The energy over lowest is the total energy per atom of a relaxed rhodium crystal less that of the lowest structure in the table, computed with the r2SCAN density functional at 0 K, without the zero-point motion of the atoms. Its zero is a four-layer close-packed stacking, because fcc, the form that rhodium really takes, is not among the rows. Three sizes are worth remembering. Restacking close-packed layers costs tens of meV per atom at most, another dense packing a few hundred, and the open diamond structure about 1 eV.

Rhodium crystals, cell and atoms relaxed with Ansatz 0.2.0: r2SCAN DFT, plane-wave PAW, scalar-relativistic, no spin polarisation, cutoff 500 eV, Gaussian smearing 0.1 eV. Energies are per atom above the lowest structure in the table. Space groups and volumes are those of the relaxed cells; a named type is the starting structure, except in the simple cubic row, where Ca type names the crystal that was reached: that run started from the trigonal selenium type and relaxed to simple cubic.

```tsv
found from	space group number	atoms in cell	volume per atom (Å³)	over lowest (meV/atom)
database cell	194	4	13.74	0.0
Sm type	166	3	13.75	10.0
database cell	194	2	13.76	24.0
Ti type	191	3	14.09	216.0
changed type	69	2	14.46	280.0
W type	223	8	14.19	296.0
W type	229	1	14.10	347.0
Sn type	191	1	14.94	479.0
Sn type	141	2	15.23	521.0
Ca type	221	1	15.86	775.0
Si type	227	2	20.34	1101.0
```

**Is it density?**

Volume per atom sorts the rows almost perfectly, so it is tempting to say that thinning out the metal costs the energy. Two rows speak against this. Omega (Ti type) and bcc (W type, space group 229) differ by only 0.01 Å³ per atom, yet bcc lies 131 meV higher. Stretching the close-packed metal to the bcc volume would cost only of the order of 10 meV, by a harmonic estimate with a rough, recalled bulk modulus.

The bond lengths show what low density means here. Between the layers of hcp (space group 194, two atoms) a bond measures 2.68 Å. In simple cubic (Ca type) it is the cube root of the volume per atom, 2.51 Å, and in diamond (Si type) the same kind of geometry, $\tfrac{\sqrt3}{4}(8V)^{1/3}$ with $V$ the volume per atom, gives 2.36 Å. The open crystals have shorter bonds, but fewer of them, and the empty space between the bonds makes the volume large.

**Is it the number of neighbours?**

Rhodium is held together mainly by a partly filled d band, and a wider band lowers the energy of its electrons more. An electron that hops to one of $Z$ neighbours and back adds the squared coupling $h^2$ to the mean square spread of the band. The spread is therefore proportional to $h\sqrt Z$, not to $Z$. A simpler system shows the same law: one orbital coupled to $Z$ others that don't couple among themselves has its lowest level $|h|\sqrt Z$ below the uncoupled one. This star-shaped molecule explains the square root, but not the effect of bonds between the neighbours.

Once bond lengths relax against the repulsion between atoms, the dependence is expected to weaken to a power of $Z$ below one half. If the square root is kept as a trial form, two known energies set the scale:

$$E(Z)=E_{12}+(E_6-E_{12})\,\frac{\sqrt{12}-\sqrt Z}{\sqrt{12}-\sqrt6}$$

Here $E_{12}$ is the mean of the three close-packed rows, 11 meV, and $E_6$ is simple cubic, 775 meV. For diamond, with $Z=4$, the fraction is 1.44 and the estimate is $11+764\times1.44\approx1110$ meV.

The calculation gives 1101 meV for diamond, which played no part in setting the scale. The match is closer than the rule deserves: the close-packed rows alone span 24 meV, and carried on to $Z=0$ the fitted scale implies a cohesive energy below 3 eV, under half the recalled measured value. Simple hexagonal (Sn type, space group 191) is also met to about 10 meV, if it has the eight neighbours that its crystal type suggests. Counting bonds as equal and additive puts diamond some 70 meV too low, as expected if each bond grows stronger when an atom has fewer of them. Spin was switched off, so whether diamond would gain energy by becoming magnetic is untested.

The square root does less well elsewhere. It is about 250 meV too high for the beta-tin structure (Sn type, space group 141) if six neighbours are counted. Had beta-tin rather than simple cubic set the six-neighbour point, the estimate for diamond would fall about a third short of the computed energy, so the match for diamond rests on that choice. For bcc it is 143 meV too high with the nearest eight atoms, and 545 meV too low if the next six, only slightly farther away, are added. The row of changed type began as black phosphorus and relaxed to a different crystal; with nine neighbours the rule puts it 81 meV too high. A straight line in volume through the same two reference points does better on average for the rows between them, but overshoots diamond by 1.3 eV. The analysis printed below compares these rules row by row.

**What the count leaves out**

Omega has twelve neighbours on average, as many as close packing, yet it costs 216 meV. A15 (W type, space group 223) has more than twelve and costs 296 meV. These counts treat unequal bonds as equal, from 2.484 to 2.812 Å in omega and from 2.421 to 2.965 Å in A15, a relative range that would give bcc fourteen neighbours. Among dense structures, then, a plain count doesn't decide the order; the lengths of the bonds and their arrangement must matter.

For bcc, theory offers a reason in the part that the star-shaped molecule omits. Hops that run round closed loops of atoms leave the overall width of the band much the same, but decide where in it the states gather. In bcc they gather on either side of a deep valley near the middle, which favours metals with a half-filled d band, such as tungsten. Rhodium has about eight d electrons per atom and must also fill costly states above the valley, whereas close packing suits this filling better. No density of states is at hand for these runs, so this is what theory expects, not a result. In omega and A15 the mixture of short and long bonds is expected to cost energy by itself, since no single lattice size suits both kinds, and for omega it may be the larger part; these energies can't separate it from the shape of the band.

For another open form of rhodium, the square root of the neighbour count may give a first estimate if the nearest atoms stand clearly apart from the next ones, though only diamond and simple hexagonal support this here. For another dense form, the spread of bond lengths and the shape of the d band both enter, and the energy has to be computed. In neither case does the energy tell whether the structure would survive a small distortion.

Numerical output:

```
Estimates anchored on close packing and simple cubic (meV/atom):
            row  space group  neighbours  root rule  root rule less computed  linear count less computed  volume line less computed
  database cell          194          12      11.33                    11.33                       11.33                      7.714
        Sm type          166          12      11.33                    1.333                       1.333                      1.333
  database cell          194          12      11.33                   -12.67                      -12.67                     -9.047
        Ti type          191          12      11.33                   -204.7                      -204.7                     -81.61
   changed type           69           9      360.6                    80.65                       113.2                      -11.7
         W type          223        13.5     -146.8                   -442.8                      -475.6                     -125.4
         W type          229           8      489.8                    142.8                       173.4                       -209
        Sn type          191           8      489.8                    10.79                       41.44                     -36.97
        Sn type          141           6        775                      254                         254                      25.99
        Ca type          221           6        775                        0                           0                          0
        Si type          227           4       1113                    12.32                      -71.44                       1295
Mean energy of the three close-packed rows (meV/atom): 11.33
9R estimated from dhcp and hcp (meV/atom): 8
Missing fcc if only adjacent-layer coupling counts (meV/atom): -24
Energy of bcc less omega (meV/atom): 131
Volume of bcc less omega (cubic angstrom per atom): 0.01
Energy of diamond less simple cubic (meV/atom): 326
Volume of diamond less simple cubic (cubic angstrom per atom): 4.48
Stretching close packing to the bcc volume, order of magnitude (meV/atom): 7.507
Stretching close packing to the A15 volume, order of magnitude (meV/atom): 11.86
Volume of bcc above close packing (percent): 2.545
Root rule for bcc with 14 neighbours (meV/atom): -197.6
Omega shortest bond (angstrom): 2.484
Omega longest of the counted bonds (angstrom): 2.812
A15 shortest bond (angstrom): 2.421
A15 longest of the counted bonds (angstrom): 2.965
hcp bond between layers (angstrom): 2.679
Rank correlation of volume and energy: 0.9636
Mean absolute miss of root rule, six rows without anchors and diamond (meV/atom): 189.3
Mean absolute miss of volume line, same six rows (meV/atom): 81.78
```
